# Keldysh near-threshold rate of impact ionisation

## Statement

A conduction electron of kinetic energy $E$ and wavevector $\mathbf k$ lifts a valence electron across the gap $E_g$, leaving two electrons of mass $m_c$ and a hole of mass $m_h$. Let $d$ be the number of dimensions of free motion, $M=2m_c+m_h$, $\beta=m_c/M$, and let

$$\varepsilon=E-E_g-\frac{\hbar^2k^2}{2M}$$

be the energy left for relative motion of the three final carriers. The threshold $E_{th}$ is the root of $\varepsilon=0$, and $\varepsilon\simeq\eta\,(E-E_{th})$ just above it.

**A. Constant matrix element.** If the Coulomb matrix element tends to $U_0/\Omega$ at threshold ($\Omega$ is the volume or area, $U_0\neq0$), then $W\propto\varepsilon^{\,d-1}$, with

$$W_{3D}=\frac{|U_0|^2}{8\pi^2\hbar^7}\left(\frac{m_c^2m_h}{M}\right)^{3/2}\varepsilon^2,\qquad W_{2D}=\frac{|U_0|^2}{2\pi\hbar^5}\,\frac{m_c^2m_h}{M}\,\varepsilon .$$

**B. Keldysh form.**

$$W(E)=P\,W_{ph}(E_{th})\left[\frac{E-E_{th}}{E_{th}}\right]^{\,d-1}.$$

The power is 2 in bulk and 1 in a quantum well. The phonon scattering rate $W_{ph}(E_{th})$ is only a unit of rate: the pure number $P$ is defined by dividing the golden-rule prefactor by it.

**C. Vanishing overlap.** If $|U|^2$ vanishes at threshold quadratically in the relative momenta, the power is $d$: 3 in bulk, 2 in a well.

## Premises

1. First-order golden rule with a screened Coulomb interaction and sharp one-particle energies. No phonon takes part and there is no umklapp.
2. The valence band is full and the final conduction states are empty.
3. The final carriers have isotropic parabolic bands. The initiating electron has any isotropic dispersion $E(k)$, measured from the conduction edge.
4. In a well, all electrons are in the lowest conduction subband and the hole is in the highest valence subband. $E_g$ is the gap between these subband edges and wavevectors lie in the plane.
5. Spin is conserved in each one-particle transition. Spin mixing in the valence band is absorbed into the squared overlap.

The hole wavevector $\mathbf k_h$ is minus that of the vacated valence state.

## Derivation

### 1. Golden rule and spin

Let $U_d/\Omega$ be the amplitude in which the initiating electron goes to $\mathbf k_1$ and the valence electron to $\mathbf k_2$, and $U_x/\Omega$ the amplitude with $\mathbf k_1,\mathbf k_2$ interchanged. If the valence electron has the opposite spin, the final electrons are labelled by spin, every ordered pair $(\mathbf k_1,\mathbf k_2)$ is a distinct state, and the amplitude is $U_d$. If it has the same spin, the amplitude is $U_d-U_x$ and an unrestricted sum counts each state twice. Momentum conservation fixes $\mathbf k_h=\mathbf k-\mathbf k_1-\mathbf k_2$. With $\sum_{\mathbf k}\to\Omega\int d^dk/(2\pi)^d$ the factors of $\Omega$ cancel:

$$W=\frac{2\pi}{\hbar}\int\frac{d^dk_1\,d^dk_2}{(2\pi)^{2d}}\left[|U_d|^2+\tfrac12|U_d-U_x|^2\right]\delta(E-E_g-T),$$

$$T=\frac{\hbar^2}{2}\left[\frac{k_1^2+k_2^2}{m_c}+\frac{k_h^2}{m_h}\right].$$

Of the $3d$ final momentum components, $2d$ are free: six in bulk, four in a well.

### 2. Relative momenta

Put $\mathbf K=\mathbf k_1+\mathbf k_2$, $\mathbf p=(\mathbf k_1-\mathbf k_2)/2$ and $\mathbf s=\mathbf K-2\beta\mathbf k$. Then

$$\mathbf k_{1,2}=\beta\mathbf k+\tfrac12\mathbf s\pm\mathbf p,\qquad \mathbf k_h=\frac{m_h}{M}\mathbf k-\mathbf s .$$

For each Cartesian component the map $(K,p)\to(k_1,k_2)$ has determinant $-1$, and $\mathbf s$ is a shift of $\mathbf K$, so $d^dk_1d^dk_2=d^dp\,d^ds$. Since $k_1^2+k_2^2=K^2/2+2p^2$, substitution gives a term linear in $\mathbf s$ proportional to $2\beta/(2m_c)-(m_h/M)/m_h=0$, and

$$T=\frac{\hbar^2k^2}{2M}+\frac{\hbar^2p^2}{2\mu_1}+\frac{\hbar^2s^2}{2\mu_2},\qquad \mu_1=\frac{m_c}{2},\quad \mu_2=\frac{2m_cm_h}{M},\quad \mu_1\mu_2=\frac{m_c^2m_h}{M}.$$

The argument of the delta function is therefore $\varepsilon$ minus a positive quadratic form in $\mathbf p$ and $\mathbf s$.

### 3. Threshold

The rate is zero for $\varepsilon<0$. At $\varepsilon=0$ only $\mathbf p=\mathbf s=0$ is allowed: the three final carriers move along $\mathbf k$ with the common velocity $\hbar k/M$. Differentiating $\varepsilon$ gives

$$\eta=\left.\frac{d\varepsilon}{dE}\right|_{E_{th}}=1-\frac{\hbar k/M}{v},\qquad v=\frac1\hbar\frac{dE}{dk}.$$

For a parabolic initial band, $\hbar^2k^2/2M=\beta E$, so

$$E_{th}=\frac{E_g}{1-\beta}=E_g\frac{2m_c+m_h}{m_c+m_h},\qquad \varepsilon=E_g\,\frac{E-E_{th}}{E_{th}}\ \text{exactly}.$$

For the Kane form $E(1+\alpha E)=\hbar^2k^2/2m_c$, $\varepsilon=E-E_g-\beta E(1+\alpha E)$. The threshold is the smaller root and, with $\Delta=E-E_{th}$,

$$E_{th}=\frac{(1-\beta)-\eta}{2\alpha\beta},\qquad \eta=\sqrt{(1-\beta)^2-4\alpha\beta E_g},\qquad \varepsilon=\eta\Delta-\alpha\beta\Delta^2 .$$

### 4. Matrix element at threshold

At threshold $\mathbf k_1=\mathbf k_2$, hence $U_d=U_x\equiv U_0$ and the parallel-spin term vanishes, as the Pauli principle requires. The momentum transfer is $q=(1-\beta)k$. In bulk $U_0=e^2I/(\epsilon_0\kappa q^2)$, where $\kappa$ is the relative permittivity and $I$ the product of the intraband and interband Bloch overlaps. In a well, the in-plane Fourier transform of $e^2/(4\pi\epsilon_0\kappa r)$ at vertical separation $z-z'$ is $e^2e^{-q|z-z'|}/(2\epsilon_0\kappa q)$, which gives

$$U_0=V I,\qquad V=\frac{e^2F}{2\epsilon_0\kappa q},\qquad F=\iint dz\,dz'\,\chi_c(z)^2\,e^{-q|z-z'|}\,\chi_c(z')\chi_h(z').$$

For infinite walls a distance $L$ apart, $\chi_c=\chi_h=\sqrt{2/L}\,\sin(\pi z/L)$, and with $x=qL$ the integral is

$$F(x)=\frac{3x+8\pi^2/x}{x^2+4\pi^2}-\frac{32\pi^4(1-e^{-x})}{x^2(x^2+4\pi^2)^2}.$$

### 5. Phase space

Collect the scaled components $\hbar p_i/\sqrt{2\mu_1}$ and $\hbar s_i/\sqrt{2\mu_2}$ into a vector $\mathbf y$ of $2d$ components. The relative energy is $y^2$ and $d^dp\,d^ds=(4\mu_1\mu_2/\hbar^4)^{d/2}d^{2d}y$. A ball of radius $\sqrt\varepsilon$ in $2d$ dimensions has volume $\pi^d\varepsilon^d/\Gamma(d+1)$. The delta function is the $\varepsilon$-derivative of the step function that defines the ball, so

$$\int d^{2d}y\;\delta(\varepsilon-y^2)=\frac{\pi^d\varepsilon^{d-1}}{\Gamma(d)}.$$

With the bracket of step 1 replaced by $|U_0|^2$,

$$W=\frac{2\pi}{\hbar}\frac{|U_0|^2}{(2\pi)^{2d}}\left(\frac{4\mu_1\mu_2}{\hbar^4}\right)^{d/2}\frac{\pi^d\varepsilon^{d-1}}{\Gamma(d)}.$$

For $d=3$ the numerical factor is $2\pi\cdot8\cdot\pi^3/[2(2\pi)^6]=1/8\pi^2$, and for $d=2$ it is $2\pi\cdot4\cdot\pi^2/(2\pi)^4=1/2\pi$. This proves A. In two dimensions the result is the convolution of two constant densities of states, $\mu_1/2\pi\hbar^2$ and $\mu_2/2\pi\hbar^2$, over the share of $\varepsilon$ given to each relative motion, which is why it is linear. For $d=1$ the rate starts as a step.

### 6. Keldysh form

Insert $\varepsilon=\eta E_{th}\,(E-E_{th})/E_{th}$ and divide by $W_{ph}(E_{th})$. For the well, with $h=2\pi\hbar$,

$$P\,W_{ph}(E_{th})=\Lambda|I|^2\,\frac{\eta E_{th}}{h},\qquad \Lambda=\frac{V^2\mu_1\mu_2}{\hbar^4},$$

where $\Lambda$ is dimensionless and $\eta E_{th}=E_g$ for a parabolic band. In bulk, $P\,W_{ph}(E_{th})$ is $W_{3D}$ evaluated at $\varepsilon=\eta E_{th}$. This proves B.

### 7. Momentum-dependent matrix element

Expand the bracket of step 1 at fixed $\mathbf k$ as $|U_0|^2+\sum_ib_iy_i+\sum_{ij}B_{ij}y_iy_j+\dots$ The delta function averages it over the sphere $y^2=\varepsilon$. Odd terms vanish under $\mathbf y\to-\mathbf y$, and $\langle y_iy_j\rangle=\varepsilon\,\delta_{ij}/2d$ because the $2d$ components are equivalent and their squares add to $\varepsilon$. Thus $|U_0|^2$ in step 5 is replaced by

$$|U_0|^2+\frac{\operatorname{tr}B}{2d}\,\varepsilon+O(\varepsilon^2).$$

If $U_0=0$, the bracket is non-negative with a zero at $\mathbf y=0$, so $b=0$ and $B$ is positive semidefinite. For $B\ne0$ the trace is positive and $W\propto\varepsilon^d$. This proves C. Two mechanisms realise it.

*Parallel spins.* The transfers in $U_d$ and $U_x$ differ by $2\mathbf p$. If $U\propto q^{-n}$ locally, $U_d-U_x=2nU_0\,p_\parallel/q$ to first order, with $p_\parallel$ the component along $\mathbf k$. For $d=2$, $\langle\hbar^2p_\parallel^2/2\mu_1\rangle=\varepsilon/4$, so the parallel-spin rate is $n^2\varepsilon/4E_q$ times the antiparallel one, where $E_q=\hbar^2q^2/2m_c$.

*Heavy-hole overlap.* In the isotropic Kane model of a bulk crystal the overlap of a conduction state $\mathbf k_2$ with a heavy-hole state is proportional to $|\mathbf k_2\times\mathbf k_h|/k_h$, since the heavy-hole $p$ orbital is transverse to its wavevector. It is zero for the collinear momenta at threshold and linear in the transverse parts of $\mathbf p$ and $\mathbf s$, which gives power 3. In a well the top subband near its edge has the orbital $X\pm iY$ fixed by the growth axis, and its overlap with the conduction state is first order in the in-plane transfer whatever the direction. No symmetry then forces $U_0=0$, although the overlap shrinks towards the bulk zero as $k_hL$ grows beyond $\pi$.

### 8. General bands

For arbitrary smooth bands, let $T$ at fixed $\mathbf k$ have a non-degenerate minimum in $(\mathbf k_1,\mathbf k_2)$ with $2d\times2d$ Hessian $H$. Stationarity again means equal group velocities. Scaling the principal axes replaces $(4\mu_1\mu_2/\hbar^4)^{d/2}$ by $2^d/\sqrt{\det H}$ and leaves the power $d-1$ unchanged for each direction of $\mathbf k$.

## Range of validity

- **One channel.** In a well, each further subband combination adds its own linear term from its own threshold. Power 1 describes a single channel and holds for the total rate only below the second threshold. A sum over many hole subbands restores part of the bulk counting.
- **Isotropy.** If the threshold depends on direction as $E_{th}+a\theta^2$ near its minimum, the angular average in the plane is $\int d\theta\,(\Delta-a\theta^2)=\tfrac43\Delta^{3/2}/\sqrt a$. The rate as a function of energy alone then starts with power $3/2$ and turns linear only when $\Delta$ exceeds the spread of thresholds.
- **Sharp energies.** The onset is smeared over $\hbar W_{ph}$, and phonon-assisted events, which relax momentum conservation, give a tail below $E_{th}$.
- **Slow matrix element.** $|U_0|^2$ must change little over $\Delta$ and must exceed $\varepsilon\operatorname{tr}B/2d$.
- **Empty final states.** With carriers present the rate near threshold is multiplied by $(1-f)^2$, with $f$ the occupation at $k_1=\beta k$.

## Illustration: 8 nm In$_{0.53}$Ga$_{0.47}$As well between InAlAs barriers, 300 K

Approximate inputs: subband gap $E_g=0.83$ eV, in-plane $m_c=0.048\,m_0$ and $\alpha=1.0$ eV$^{-1}$ for the lowest subband, $m_h=0.45\,m_0$ at large wavevector, $\kappa=11.6$ (high-frequency value, since the energy transferred is far above phonon energies), $W_{ph}(E_{th})=5\times10^{13}$ s$^{-1}$. The squared overlap is not computed; $|I|^2=0.03$ is assumed. Constants: $\hbar^2/2m_0=0.0381$ eV nm$^2$, $e^2/4\pi\epsilon_0=1.440$ eV nm, $h=4.136\times10^{-15}$ eV s. Intermediate figures are kept for the arithmetic only.

**Threshold.** $M=0.546\,m_0$ and $\beta=0.0879$. A parabolic band would give $E_{th}=0.910$ eV and $\eta=0.912$. The Kane form gives $E_{th}=1.008$ eV and $\eta=0.735$, so non-parabolicity cannot be dropped. Then $k=1.597$ nm$^{-1}$, $k_1=k_2=0.140$ nm$^{-1}$, $k_h=1.316$ nm$^{-1}$, and the final energies are 0.016 eV for each electron and 0.147 eV for the hole. The final electrons sit near their subband edge, as premise 3 needs.

**Confinement.** With a typical subband edge 0.07 eV above the bulk edge, the initial state lies at 1.08 eV. With approximate barrier values (offset 0.5 eV, mass $0.075\,m_0$, non-parabolicity 0.6 eV$^{-1}$) the barrier $\Gamma$ edge at the same $k$ lies at 1.36 eV, so the state is still bound. The L valleys, typically about 0.5 eV above the $\Gamma$ edge, and low-$k$ barrier states are open to it by scattering. $W$ is the rate for an electron that is in the subband, and few reach this energy there.

**Rate.** $q=1.456$ nm$^{-1}$, $x=11.65$, $F=0.237$, $V=0.127$ eV nm$^2$, $\mu_1\mu_2/\hbar^4=0.327$ eV$^{-2}$ nm$^{-4}$, $\Lambda=5.3\times10^{-3}$ and $\eta E_{th}=0.741$ eV. Hence

$$W=9.5\times10^{11}\,\text{s}^{-1}\,|I|^2\,\frac{E-E_{th}}{E_{th}},$$

and with the assumed overlap $P\,W_{ph}\approx3\times10^{10}$ s$^{-1}$, $P\approx6\times10^{-4}$. At $\Delta=0.03$ eV, $\varepsilon=0.022$ eV and $W\approx8\times10^{8}$ s$^{-1}$, about $2\times10^{-5}$ of the phonon rate. The threshold is soft: the electron is scattered by phonons long before it ionises.

**Size of the neglected terms at $\Delta=0.03$ eV.**

- The local exponent is $n=1-d\ln F/d\ln x=1.86$ and $d\ln k/dE=(1+2\alpha E)/[2E(1+\alpha E)]=0.745$ eV$^{-1}$, so at fixed overlap $|U_0|^2$ falls by $2n\Delta\,d\ln k/dE\approx8\,\%$.
- With $E_q=1.68$ eV the parallel-spin channel adds about 1 %.
- The $p$ admixture of a conduction state has squared amplitude of order $\hbar^2k^2/2m_cE_g$. With the sphere average $1/2d$, the quadratic part of the squared overlap is of order $\varepsilon/4E_g\approx0.007$. Here $k_hL=10.5$, so the constant part is suppressed, and if it is smaller than this figure power 2 takes over.
- The second hole subband lies $3\pi^2\hbar^2/2m_hL^2=0.039$ eV deeper for infinite walls. Its channel becomes energetically allowed at $\Delta\approx0.039\ \text{eV}/\eta=0.053$ eV.
- Collision broadening is $\hbar W_{ph}=0.033$ eV, as large as $\Delta$ itself.
- Hole masses of $0.35\,m_0$ and $0.55\,m_0$, a typical range for warping, put the threshold at 1.07 eV and 0.97 eV. This spread is wider than the single-channel window.
- At the sheet density $m_c(0.016\ \text{eV})/\pi\hbar^2\approx0.003$ nm$^{-2}$ the zero-temperature Fermi level reaches the final electron states. A thermal distribution of this density at 300 K gives $(1-f)^2=0.47$.

The linear law is the correct golden-rule onset for one channel and one direction of $\mathbf k$. In this well its window of about 0.05 eV is comparable with the broadening and narrower than the anisotropy spread, so the energy-averaged rate has a rounded onset, and the prefactor is known only to the order of magnitude allowed by $|I|^2$.